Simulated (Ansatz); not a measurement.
Isomers of C3H9BO

2 of its isomers, all singlets with charge 0: A = `CBOCC`; B = `CBCCO`.

Shapes, held fixed at every level: PBE0-D4/def2-TZVP. Flexible molecules stand in one conformer, not always the lowest. Programs: Ansatz 0.2.0.

A:

```xyz
14

C    -1.7315   -1.1331    1.4775
B    -0.3641   -0.8471    0.7814
O    -0.3382   -0.1897   -0.3944
C     0.8736    0.1142   -1.0657
C     1.0963    1.6066   -1.0965
H    -1.7428   -0.6972    2.4828
H    -1.8611   -2.2109    1.6269
H    -2.5891   -0.7514    0.9206
H     0.6852   -1.1998    1.2659
H     1.7074   -0.3964   -0.5712
H     0.7875   -0.2810   -2.0821
H     1.9996    1.8424   -1.6642
H     0.2510    2.1122   -1.5673
H     1.2133    2.0020   -0.0850
```

B:

```xyz
14

C    -1.6708   -0.8969    0.6229
B    -0.1249   -1.0753    0.6881
C     0.9232   -0.1411    0.0014
C     0.4252    1.0997   -0.7091
O     1.4382    1.7992   -1.4051
H    -2.0308    0.0752    0.2817
H    -2.1617   -1.1593    1.5643
H    -2.0311   -1.6482   -0.0976
H     0.3072   -2.0359    1.2702
H     1.6721    0.1261    0.7645
H     1.4915   -0.7671   -0.7046
H    -0.3134    0.8309   -1.4686
H    -0.0817    1.7647    0.0052
H     2.1439    1.9986   -0.7846
```

Electronic energies in kJ/mol, without zero-point or thermal terms.

```tsv
level	kind	B − A
HF/def2-TZVPP	Hartree–Fock	+160.0
r2SCAN-D4/def2-TZVPP	meta-GGA	+152.9
BHLYP-D4/def2-TZVPP	global hybrid	+157.5
r2SCAN0-D4/def2-TZVPP	global hybrid	+151.7
MP2/def2-TZVPP	perturbation theory	+154.8
CCSD/def2-TZVPP	coupled cluster or CI	+154.0
CCSD(T)/CBS estimate	coupled cluster or CI	+152.0
```

The highest level, CCSD(T)/CBS estimate, puts A lowest of these. All levels agree on that. The B − A difference spans +151.7 to +160.0 kJ/mol over the levels. The CBS estimate extrapolates MP2 from def2-TZVPP and def2-QZVPP and adds CCSD(T) − MP2 in the triple-zeta set, cores frozen.

The borinic ester A lies far below the hydroxyalkylborane B, by +152.0 kJ/mol at the highest level. The main reason is where the oxygen sits. In A it is bound directly to boron, forming a strong, polar σ bond and donating lone-pair density into the empty boron p orbital. In B the oxygen is held in an alcohol group, too far away in this conformer to donate to boron, which is left with only weak hyperconjugation from neighbouring σ bonds. A thus has a B–O and a C–H bond where B has a B–C and an O–H bond, and the strength of the B–O bond outweighs that of the O–H bond.

Hartree–Fock already recovers the preference, so it is not a correlation effect; correlation probably just trims the gap slightly by favouring B. The spread among methods is small beside the gap itself, which makes the electronic ordering of these two structures secure. The energy difference says nothing about the barrier to interconversion, which would require breaking and remaking strong bonds.
